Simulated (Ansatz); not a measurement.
A series in volume scale on ZnCo

All results are calculated (Ansatz 0.2.0). Free energy against uniform scaling of the volume at fixed shape and fractions; periodic cell, basis, potentials, k mesh and filling as listed.

The cell before it is scaled or strained (space group P-6m2, No. 187):
```
CELL_PARAMETERS angstrom
2.60720 0.00000 0.00000
-1.30360 2.25790 0.00000
0.00000 0.00000 4.17170
ATOMIC_POSITIONS crystal
Zn 0.66667 0.33333 0.00000
Co 0.00000 0.00000 0.50000
```

Settings of every row: functional LDA; dispersion none; potentials PAW; wave cutoff 500 eV; density cutoff 2000 eV; k mesh 13x13x7; k shift 0x0x0; occupations fermi dirac; smearing width 0.1 eV; spin collinear.

Limits: coarse k mesh, up to 40 meV an atom off; the cell comes from a prototype or a list of computed structures and needn't be the stable phase; with one magnetic atom in the cell only parallel moments are possible.

```
row  volume scale  V (Å³/atom)  energy above lowest point (meV/atom)
  1           0.9       11.051                                     0
  2         0.925       11.358                                   4.2
  3          0.95       11.665                                  15.9
  4         0.975       11.972                                  34.6
  5             1       12.279                                  59.6
  6         1.025       12.586                                  89.9
  7          1.05       12.893                                 124.7
  8         1.075         13.2                                     ?
  9           1.1       13.507                                   205
```

Question: what energy above lowest point should row 8 give?

Worked fit of energy above lowest point. Take u = (V_r/V)^(2/3) − 1 with V_r = 12.125 Å³ an atom, which is twice the finite (Eulerian) strain; such expansions in the strain, on which the Birch-Murnaghan equation of state is built, carry the rest volume and the bulk modulus. The shown rows have u = 0.06378, 0.04453, 0.02612, 0.0085, -0.00838, -0.02457, -0.04012, -0.06943. Least squares give energy above lowest point = 46.51 − 1473.9 × u + 11679 × u² meV/atom; a straight line predicts inner rows, each left out in turn, worse (root mean square 16 against 0.23 meV/atom). The rows lie off it by 0.0, 0.2, -0.1, -0.2, -0.1, 0.1, 0.3, -0.1. Its lowest point lies at u = 0.0631, or V = 11.06 Å³ an atom, and the curvature there gives the bulk modulus at fixed shape and fractions, B = (4/9)(1 + u)² E″(u)/V = 170 GPa. Letting shape and atoms relax would as a rule lower it, by much in layered, chain or molecular crystals. The withheld row has u = -0.05506, so the fit gives 46.51 − 1473.9 × (-0.05506) + 11679 × (-0.05506)² = 163.1 meV/atom.

The calculation gave 163.3 meV/atom. The fit lies 0.2 meV/atom (0.098 % of the column's range) below it; its largest miss of a shown row is 0.3 meV/atom.
